**Question.** For a Si(001)/SiO₂ inversion layer I keep reading that $H_{so}=\alpha(\sigma_xk_y-\sigma_yk_x)+\beta(\sigma_xk_x-\sigma_yk_y)$ gives a Berry phase $\pi$ round the Fermi contour for any $|\alpha|\ne|\beta|$, however small the couplings are. In silicon they are tiny. What is being assumed, and should this $\pi$ show up in my quantum oscillations?

**Answer.** The texture is plain algebra. Turning its winding into a phase assumes that the spin follows the field adiabatically, and in silicon that fails above about 20 mT for the couplings assumed below.

**The texture**

Take $x,y,z$ along [100], [010], [001], one valley state, and $\mathbf k=k(\cos\phi,\sin\phi)$. Bulk Si is centrosymmetric, so both terms come from the interface and the gate field. Write $H_{so}=\mathbf b\cdot\boldsymbol\sigma$ with $\mathbf b=(\alpha k_y+\beta k_x,\,-\alpha k_x-\beta k_y)=b(\cos\chi,\sin\chi)$. The splitting is
$$2b=2k\sqrt{D},\qquad D=\alpha^2+\beta^2+2\alpha\beta\sin2\phi,$$
equal to $2k|\alpha+\beta|$ along [110] and $2k|\alpha-\beta|$ along $[1\bar10]$. The map $\mathbf k\to\mathbf b$ is linear with determinant $\alpha^2-\beta^2$, so
$$\chi'\equiv\frac{d\chi}{d\phi}=\frac{\alpha^2-\beta^2}{D},\qquad w=\oint\frac{\chi'\,d\phi}{2\pi}=\mathrm{sign}(\alpha^2-\beta^2).$$

**Where adiabaticity enters**

Something must carry $\mathbf k$ round the contour. A field $B\hat z$ with $B>0$ moves an electron of charge $-e$ counterclockwise, $\dot\phi=\omega_c=eB/m$, and adds $\tfrac12E_Z\sigma_z$ with $E_Z=g\mu_BB$. Set $\psi=U\psi'$ with $U=e^{-i\chi\sigma_z/2}$. Then, for the spin on this orbit,
$$H'=U^\dagger HU-i\hbar U^\dagger\dot U=b\,\sigma_x+\delta\,\sigma_z,\qquad \delta=\tfrac12\hbar\omega_c(\eta-\chi'),\qquad\eta=\frac{E_Z}{\hbar\omega_c}=\frac{gm}{2m_e}.$$
The standard result drops $\delta$. Then $\psi'$ stays a $\sigma_x$ eigenstate with eigenvalue $s=\pm1$ and gains only a dynamical phase, while $U$ returns as $e^{-i\pi w\sigma_z}=-1$. That sign is the Berry phase $\pi$. The assumption is $|\delta|\ll b$ everywhere on the orbit.

**First correction**

Keep $\delta$. The spin tilts out of the plane by $\theta$ with $\tan\theta=\delta/b$, and the energies become $s\sqrt{b^2+\delta^2}\approx s(b+\delta^2/2b)$. The variation of $\theta$ along the orbit adds a $\sigma_y$ term of size $\hbar|\dot\theta|/2\propto\omega_c^2$, which shifts energies only at order $\omega_c^4$. Integrating $\delta^2/2b\hbar$ over one period with $dt=d\phi/\omega_c$ gives the extra phase
$$\boxed{\Delta=\frac{\hbar\omega_c}{8k}\oint\frac{(\chi'-\eta)^2}{\sqrt D}\,d\phi}$$
Each level moves by $s\hbar\omega_c\Delta/2\pi$. Let $A_s(E)$ be the area of the zero-field contour of branch $s$, which contains the dynamical phase, and $\ell^2=\hbar/eB$. Since $\ell^2\,dA/dE=2\pi/\hbar\omega_c$, the Onsager rule becomes
$$\ell^2A_s=2\pi(n+\tfrac12)-\pi+s\Delta,$$
with relative corrections to $\Delta$ of order $b/E_F$.

Pure Rashba coupling tests this. It mixes only Landau states $(n,\downarrow)$ and $(n-1,\uparrow)$, with matrix element of modulus $|\alpha|\sqrt{2n}/\ell$, so exactly $E=n\hbar\omega_c+s\sqrt{\delta^2+2n\alpha^2/\ell^2}$ with $\delta=(E_Z-\hbar\omega_c)/2$. The missing $\tfrac12$ is the $\pi$, and the expanded root gives $\delta^2/2b$ with $k^2=2n/\ell^2$.

Three properties follow.

- A single coupling $\lambda$ gives $\Delta=\pi\hbar\omega_c(w-\eta)^2/4|\lambda|k$. The correction tells $w=+1$ from $w=-1$, which $\pi$ modulo $2\pi$ cannot.
- Reversing the sign of $\alpha\beta$ only shifts $\phi$ by 90°, so $\Delta$ is unchanged. This matters in Si, where a monatomic step reverses $\beta$ and the two valley states typically have $\beta$ of opposite sign.
- As $|\alpha|\to|\beta|$, the two narrow minima of $b$ dominate and $\Delta\to 2\hbar\omega_c|\beta|/[3k(|\alpha|-|\beta|)^2]$. At any finite $B$, adiabaticity is lost before the persistent-helix point is reached.

**Size in a Si MOS layer**

Typical inputs are $m=0.19\,m_e$, $g=2.0$ and two occupied valleys. Assumed inputs are $n_s=10^{12}$ cm⁻², $\alpha=5$ µeV nm and $\beta=50$ µeV nm, with $|\beta|>|\alpha|$ as is typical here, so $w=-1$. Intervalley spin-orbit terms are dropped, which needs the valley splitting, typically a few hundred µeV, to exceed $b$.

| quantity | model value |
|---|---|
| $k_F=\sqrt{\pi n_s}$ | 0.177 nm⁻¹ |
| $E_F$ | 6.3 meV |
| $\beta k_F$ | 8.86 µeV |
| $2b$ along [110], $[1\bar10]$ | 19.5, 16.0 µeV |
| $\hbar\omega_c/B$ | 0.609 µeV/mT |
| $\eta$ | 0.19 |
| $\beta k_F/E_F$ | $1.4\times10^{-3}$ |

Write $\Delta=\hbar\omega_cJ/8\beta k_F$ with $J=\beta\oint(\chi'-\eta)^2D^{-1/2}d\phi=9.20$. At 1 mT the model gives $\Delta=0.079$ rad, or 2.5 % of $\pi$, growing linearly with $B$. Swapping the values of $\alpha$ and $\beta$ gives 0.038 rad, because Zeeman and orbital parts of $\delta$ then partly cancel. The expansion parameter $\delta/b$ is largest along $[1\bar10]$, 0.054 per mT, and reaches one at $B^*\approx19$ mT.

**Disorder is the larger obstacle**

For a typical low-temperature mobility of $10^4$ cm²/Vs, $\tau=m\mu/e=1.1$ ps and $\hbar/\tau=0.61$ meV, which is 31 times the largest splitting. At 1 mT, $\omega_c\tau=0.001$, so no orbit is completed where the adiabatic picture holds. Shubnikov–de Haas oscillations need $\omega_c\tau\gtrsim1$, about 1 T, where $|\delta|\gg b$ and one expands in $b$ instead. With $\sigma_+=|{\uparrow}\rangle\langle{\downarrow}|$,
$$H_{so}=k\,\sigma_+(i\alpha e^{-i\phi}+\beta e^{i\phi})+\text{h.c.}$$
The $\alpha$ term couples $(n,\downarrow)$ to $(n-1,\uparrow)$, lying $\hbar\omega_c-E_Z$ below it, and the $\beta$ term couples it to $(n+1,\uparrow)$, lying $\hbar\omega_c+E_Z$ above. Second order leaves the levels at $(n+\tfrac12)\hbar\omega_c$, with no $\pi$, spin-split by
$$E_Z+2k^2\left[\frac{\beta^2}{\hbar\omega_c+E_Z}-\frac{\alpha^2}{\hbar\omega_c-E_Z}\right],\qquad k^2=\frac{2n+1}{\ell^2}.$$
At 1 T and $k\approx k_F$ the added term is about 0.2 µeV on top of $E_Z=116$ µeV.

These numbers are the model's. Typical estimates of $\beta$ at Si interfaces scatter from a few to a few hundred µeV nm, depending on gate field and step structure, so a given device can miss them by roughly a factor of ten either way. At fixed $\alpha/\beta$, $\Delta\propto1/\beta$ and $B^*\propto\beta$. Couplings ten times larger move $B^*$ to 0.19 T, still below the onset of oscillations at that mobility, so expect the ordinary phase $n+\tfrac12$ with Zeeman splitting.